# The constant-field assumption in a crossed field

*Seminar talk, written out. Units: $\hbar=c=1$, $e^2=4\pi\alpha$, $E_{\rm cr}=m^2/e=1.32\times10^{18}$ V/m.*

The one-loop Lagrangians of Heisenberg and Euler (spinor) and Weisskopf (scalar), both from 1936, are

$$\mathcal L_{\rm sp}=-\frac1{8\pi^2}\int_0^\infty\frac{ds}{s^3}e^{-m^2s}\Big[(es)^2ab\coth(eas)\cot(ebs)-\tfrac13(es)^2(a^2-b^2)-1\Big],$$

$$\mathcal L_{\rm sc}=\frac1{16\pi^2}\int_0^\infty\frac{ds}{s^3}e^{-m^2s}\Big[\frac{(es)^2ab}{\sinh(eas)\sin(ebs)}+\tfrac16(es)^2(a^2-b^2)-1\Big],$$

with $a^2-b^2=B^2-E^2$, $ab=|\mathbf E\cdot\mathbf B|$, and the poles avoided by $m^2\to m^2-i0$. Their quartic terms are $c_1(E^2-B^2)^2+c_2(\mathbf E\cdot\mathbf B)^2$ with $(c_1,c_2)=\frac{2\alpha^2}{45m^4}(1,7)$ and $\frac{\alpha^2}{360m^4}(7,4)$.

## Where constancy enters

I use Euclidean worldlines of length $T$, with $k^2=|\mathbf k|^2-\omega^2$:

$$\mathcal L=N\int_0^\infty\frac{dT}{T}\frac{e^{-m^2T}}{(4\pi T)^2}\Big\langle e^{-ie\oint d\tau\,(\dot x\cdot A-\psi F\psi)}\Big\rangle .$$

The weight is $\exp[-\oint(\dot x^2/4+\psi\dot\psi/2)]$. The scalar has $N=1$ and no $\psi$, the spinor has $N=-2$ and antiperiodic $\psi$. For constant $F$ we write $x=x_0+y$ and $A_\mu=\frac12y^\nu F_{\nu\mu}$. The integral is then Gaussian, and its determinants are the functions above. This is the only place where constancy is used: the whole field is taken as uniform over the loop.

**Question.** *In a crossed field $a=b=0$, so both brackets vanish. What is left to correct?*

For the wave alone, nothing. A plane wave has $F_{\mu\nu}\propto n_\mu u_\nu-u_\mu n_\nu$ with $n^2=n\cdot u=0$, and every derivative brings another $n$. No scalar can be built, so all derivative corrections vanish. That agrees with Schwinger's 1951 result that a single plane wave does not polarise the vacuum. The Lagrangian acts through its second variation, when a probe photon is added.

Take $\mathbf E=\mathcal E\hat x$, $\mathbf B=\mathcal E\hat y$ and a probe of field $\epsilon_0$ moving along $-\hat z$. Polarised along $\mathbf E$ ($\parallel$), it changes $E^2-B^2$ by $4\mathcal E\epsilon_0$. Polarised along $\mathbf B$ ($\perp$), it changes $\mathbf E\cdot\mathbf B$ by $2\mathcal E\epsilon_0$. The dispersion relation gives the refractive index $n_{\rm r}-1=\delta\mathcal L/\epsilon_0^2$, hence $16c_1\mathcal E^2$ and $4c_2\mathcal E^2$. Higher terms of $\mathcal L$ carry more powers of the vanishing invariants and drop out. The prediction has no dispersion at any field strength. But it treats the probe as constant too, and the probe supplies a new invariant,

$$\chi=\frac{e\sqrt{(Fk)^2}}{m^3}=\frac{2\omega}{m}\frac{\mathcal E}{E_{\rm cr}} .$$

## Letting the probe vary

Keep the background constant for now and take $A=\epsilon\,\mathcal A\cos(k\cdot x)$ with $k^2=0$ inside the loop. The second-order term, added to the free $-k^2\mathcal A^2/4$, gives

$$m_\gamma^2=\omega^2-|\mathbf k|^2=N\frac{\alpha}{4\pi}\int_0^\infty\frac{dT}{T^3}e^{-m^2T}\iint d\tau_1d\tau_2\,\langle V_1V_2\rangle,$$

with $V_{1,2}=(\epsilon\cdot\dot y\pm2i\,\epsilon\cdot\psi\,k\cdot\psi)\,e^{\pm ik\cdot y}$ and $n_{\rm r}-1=-m_\gamma^2/2\omega^2$.

The contractions $\langle yy\rangle=-G$ and $\langle\psi\psi\rangle=G_F/2$ obey $(\partial^2-2ieF\partial)G=2\delta-2/T$ and $(\partial-2ieF)G_F=2\delta$. A crossed field has $F^3=0$, so the determinants equal one and the solutions terminate. With $Z=eFT$, $v=1-2\tau/T$ for $0<\tau=\tau_1-\tau_2<T$, and $w=1-v^2$,

$$G-G(0)=\frac{Tw}{4}-\frac{iTZ\,vw}{12}+\frac{TZ^2w^2}{48},\qquad G_F=1-iZv+\tfrac12Z^2w .$$

Since $kZ^2k=-T^2m^6\chi^2$, the plane-wave factors average to $e^\Phi$ with

$$\Phi=\frac{T^3m^6\chi^2w^2}{48}.$$

Choose $\epsilon\cdot k=\epsilon\cdot n=0$. Then $\epsilon Z^2=0$, and $\zeta=\epsilon Zk$ has $\zeta^2=T^2m^6\chi^2$ for $\parallel$ and $0$ for $\perp$. Three pieces multiply $e^\Phi$.

1. $\langle\epsilon\cdot\dot y_1\,\epsilon\cdot\dot y_2\rangle=2\delta-2/T$. The delta function sits at $w=0$, where $\Phi=0$.
2. Each vertex contracted separately gives $\mp\zeta w/2$ from $\dot y$ and $\pm\zeta$ from $\psi$. The product is $-\zeta^2w^2/4$ (scalar) or $-\zeta^2(1-w/2)^2$ (spinor).
3. The connected $\psi$ term, $-(\epsilon G_F\epsilon)(kG_Fk)+(\epsilon G_Fk)(kG_F\epsilon)$, equals $T^2m^6\chi^2w/2+v^2\zeta^2$.

Using $v^2-(1-w/2)^2=-w^2/4$,

$$m_\gamma^2=N\frac{\alpha}{4\pi}\int_0^\infty\frac{dT}{T^3}e^{-m^2T}\int_0^1dv\,\Big[-2T(e^\Phi-1)+T^4m^6\chi^2\,p\,e^\Phi\Big],$$

where $p_\perp=0$ (scalar) or $w/2$ (spinor), and $p_\parallel=p_\perp-w^2/4$ for both.

Expand in $\chi^2$. With $\int_0^1w^j\,dv=\frac23,\frac8{15},\frac{16}{35},\frac{128}{315}$ for $j=1,\dots,4$, the double integral is

$$m^2\chi^2\Big[-\tfrac1{45}+\int_0^1p\,dv\Big]+m^2\chi^4\Big[-\tfrac4{945}+\tfrac12\int_0^1pw^2dv\Big]+\dots$$

The indices, in units of $(\alpha/\pi)(\mathcal E/E_{\rm cr})^2$, are:

| loop | $n_\parallel-1$ | $n_\perp-1$ |
|---|---|---|
| spinor | $\frac8{45}\left(1+\frac13\chi^2\right)$ | $\frac{14}{45}\left(1+\frac{52}{147}\chi^2\right)$ |
| scalar | $\frac7{90}\left(1+\frac{52}{147}\chi^2\right)$ | $\frac1{90}\left(1+\frac4{21}\chi^2\right)$ |

The leading terms are exactly $16c_1\mathcal E^2$ and $4c_2\mathcal E^2$. The corrections correspond to operators with two derivatives, two probe field strengths and four background fields. The birefringence comes from $-w^2/4$ alone. Carried one order further for the spinor,

$$n_\perp-n_\parallel=\frac{2\alpha}{15\pi}\frac{\mathcal E^2}{E_{\rm cr}^2}\Big(1+\frac8{21}\chi^2+\frac{100}{143}\chi^4+\dots\Big),$$

and the scalar loop gives $-\frac12$ of this at every order.

**Question.** *Your $e^\Phi$ grows like $e^{T^3}$. Does the integral exist?*

Not along real $T$. The physical contour is $T=is$, which may be turned to $T=re^{i\pi/3}$, where both exponentials decay. The series is asymptotic and describes the real part. The exponent $-m^2T+\Phi$ is stationary at $m^2T=4/(\chi w)$, where it equals $-8/(3\chi w)$. At $w=1$ this gives an imaginary part of order $e^{-8/3\chi}$, which is pair creation by the probe. The constant-field Lagrangian has no such term at $a=b=0$.

**Question.** *A laser wave oscillates. You kept the background constant.*

Take a linearly polarised wave, $eA=m\xi\sin\varphi$, $\varphi=k_L\cdot x$, $\xi=e\mathcal E_0/m\omega_L$. Let $\eta=|k\cdot k_L|/m^2=\chi_0/\xi$, where $\chi_0$ belongs to the peak field $\mathcal E_0$. Because $k_L^2=0$, the phase does not fluctuate on the loop. The probe vertices drive it linearly across an interval $\theta$ and back, with $\theta=2i\,(k_L\cdot k)\,Tw/4$, so $\theta^2=-T^2m^4\eta^2w^2/4$. The mean velocity at a vertex is $-2ie(A-\bar A)$, where $\bar A$ is the average over that interval. Piece 2 of the scalar loop becomes $-4e^2(A_1-\bar A)(A_2-\bar A)$. Its cycle average is

$$-2m^2\xi^2\Big[\cos\theta-\frac{2\sin\theta}{\theta}+\frac{\sin^2(\theta/2)}{(\theta/2)^2}\Big]=\tfrac12m^2\xi^2\theta^2\Big(1-\frac{\theta^2}{9}+\dots\Big).$$

The first term is the cycle average of $-\zeta^2w^2/4$. The second changes it by the relative amount $\frac{3!}{36}\cdot\frac{128/315}{8/15}\,\eta^2=\frac8{63}\eta^2$. At order $\xi^2$ this difference is the forward four-photon amplitude with all helicities equal, counted as incoming. I quote the known property that the spinor loop gives $-2$ times the scalar loop for it, so the factor carries over. Averaging the $\chi$ terms with $\langle\cos^4\rangle/\langle\cos^2\rangle=\frac34$ and $\langle\cos^6\rangle/\langle\cos^2\rangle=\frac58$, the cycle-averaged birefringence is multiplied by

$$1+\frac27\chi_0^2+\frac8{63}\eta^2+\frac{125}{286}\chi_0^4+\dots$$

Mixed terms of order $\eta^2\chi_0^2$ are omitted. The gradient term is $4/(9\xi^2)$ of the $\chi_0^2$ term, so it matters only for $\xi$ of order one or below.

## How large

As illustrative inputs take an infinite plane wave of wavelength 800 nm ($\omega_L=1.55$ eV) and cycle-averaged intensity $10^{22}$ W/cm². In SI units $I=\frac12\varepsilon_0c\,\mathcal E_0^2$ gives $\mathcal E_0=2.74\times10^{14}$ V/m, so $\mathcal E_0/E_{\rm cr}=2.07\times10^{-4}$ and $\xi=68$.

| probe energy | $\chi_0$ | $\frac27\chi_0^2$ | $\frac8{63}\eta^2$ |
|---|---|---|---|
| 10 keV | $8.1\times10^{-6}$ | $1.9\times10^{-11}$ | $1.8\times10^{-15}$ |
| 250 MeV | $0.203$ | $0.012$ | $1.1\times10^{-6}$ |

At 250 MeV the $\chi_0^4$ term adds $7.4\times10^{-4}$, which is why I print two figures, and $e^{-8/3\chi_0}=2.0\times10^{-6}$. These are the numbers of the plane-wave model, which has no focusing and no pulse envelope.

**Question.** *Is one per cent significant next to two loops?*

The two are rivals. I take as given inputs Ritus's two-loop factors for the spinor, $1+40\alpha/9\pi$ on $c_1$ and $1+1315\alpha/252\pi$ on $c_2$. Weighted with $8$ and $14$, they raise the birefringence by

$$\frac{14\cdot\frac{1315}{252}-8\cdot\frac{40}{9}}{6}\,\frac{\alpha}{\pi}=\frac{25\alpha}{4\pi}=0.0145 .$$

At leading order this shift does not depend on $\omega$. It exceeds $\frac27\chi_0^2$ until $\chi_0=0.23$. For the X-ray probe the constant-field assumption is harmless and the loop order limits the accuracy. At 250 MeV the model's two corrections are comparable, and only the growth with $\omega^2$ singles out the one that comes from the finite size of the loop.